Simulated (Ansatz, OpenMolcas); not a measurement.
PH3: a line through the functionals

PH3 has 4 atoms, charge 0, and is taken as a singlet. As SMILES, `P`. The shape is that of a PBE0-D4/def2-TZVP optimisation.

The HOMO–LUMO gap y, in eV, basis aug-cc-pVTZ; a is the functional's share of exact exchange. Programs: Ansatz 0.2.0, OpenMolcas 26.06.

| functional | program | a | y (eV) |
| --- | --- | --- | --- |
| TPSS | OpenMolcas | 0 | 6.36 |
| revPBE | Ansatz | 0 | 6.01 |
| B3LYP | Ansatz | 0.2 | ? |
| r2SCAN0 | Ansatz | 0.25 | 8.34 |
| PBE0 | Ansatz | 0.25 | 7.71 |
| BHLYP | Ansatz | 0.5 | 9.01 |

Q: Fit y = c + s·a to the known rows and predict B3LYP.

A: 
1. Means of the 5 rows: a = 0.2000, y = 7.486.
2. Σ(Δa)² = 0.175, Σ(Δa·Δy) = 1.0315, so the slope is 1.0315/0.175 = 5.8943.
3. Intercept: 7.486 − (5.8943) × 0.2000 = 6.307. The largest residual of the fit is 0.56.
4. B3LYP: 6.307 + (5.8943) × 0.2 = 7.49 eV.

The run gave 7.25 eV, so the prediction is off by +0.24 eV, within the scatter of the fit. Exact exchange lowers occupied levels and raises empty ones. The rows mix families of semi-local functionals, which the line can't see.

The gap widens as the share of exact exchange grows, although r2SCAN0 and PBE0 differ clearly at the same share. The HOMO of PH3 is essentially the phosphorus lone pair, with some P–H bonding character. Exact exchange removes much of its spurious self-repulsion and pulls it down, while the empty levels lose part of the exchange attraction that a semi-local potential gives them. The gap thus moves from something nearer an excitation energy towards the difference between ionisation energy and electron affinity.

The B3LYP result is a weak test of the slope: its share of 0.2 coincides with the mean of the fitted rows, so the line returns their average gap whatever its steepness. The overestimate probably reflects the meta-GGA-based rows, which lie above their GGA-based counterparts at equal exact exchange and lift that average. Since PH3 binds no extra electron in a conventional valence state, the LUMO is likely diffuse, and the gaps don't establish a measurable electron affinity.
